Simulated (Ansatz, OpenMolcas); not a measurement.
**How methods differ on SiH3OF (SMILES O[SiH2]F)**

SiH3OF has 6 atoms, charge 0, and is taken as a singlet. As SMILES, `O[SiH2]F`. Geometry: relaxed at PBE0-D4/def2-TZVP. This is one conformer, not always the lowest.

| atom | x (Å) | y (Å) | z (Å) |
| --- | --- | --- | --- |
| O | -0.8535 | -0.2092 | -0.9241 |
| Si | 0.3783 | -0.0093 | 0.1239 |
| F | 0.1808 | -0.9228 | 1.4178 |
| H | -1.7142 | 0.1502 | -0.7056 |
| H | 1.5956 | -0.4585 | -0.5758 |
| H | 0.4551 | 1.3856 | 0.6176 |

Quantity: the HOMO–LUMO gap, in eV. The values are calculated.

```csv
level,kind,program,value (eV),CPU time
SVWN5/aug-cc-pVDZ,LDA,OpenMolcas,6.78,28 s
BLYP/aug-cc-pVDZ,GGA,OpenMolcas,6.73,40 s
PBE/aug-cc-pVDZ,GGA,Ansatz,6.81,6.7 s
r2SCAN/aug-cc-pVDZ,meta-GGA,OpenMolcas,7.80,49 s
BHLYP/aug-cc-pVDZ,global hybrid,Ansatz,10.81,9.2 s
M06-2X/aug-cc-pVDZ,hybrid meta-GGA,OpenMolcas,10.46,46 s
PBE0/aug-cc-pVDZ,global hybrid,Ansatz,8.97,8.1 s
CAM-B3LYP/aug-cc-pVDZ,range-separated hybrid,Ansatz,10.93,9.2 s
```

The values span 6.73 to 10.93 eV. Orbital gaps aren't excitation energies; they tend to grow with the share of exact exchange. CPU times are rough (shared hosts, several kinds of processor and program).

The three LDA and GGA gaps lie close together, at 6.73 to 6.81 eV, so the choice among these functionals matters little for fluorosilanol. The cleanest comparison is PBE with PBE0, where mixing in exact exchange raises the gap from 6.81 to 8.97 eV, probably because nonlocal exchange stabilises the occupied orbitals while leaving the empty ones less bound. The exact-exchange fraction alone doesn't order the whole table: r2SCAN reaches 7.80 eV without any, and M06-2X falls below BHLYP despite a slightly larger share.

Chemically, a wide gap fits a small, saturated silane derivative with strong polar Si–O and Si–F bonds and no low-lying π* orbital. The HOMO is probably largely an oxygen lone pair, and the LUMO a mixture of silicon-centred σ* and diffuse character. The data support a wide gap at every level, but not a choice of the most accurate functional. With only one basis set, they also don't show how far the gap depends on the description of a diffuse, possibly unbound LUMO.
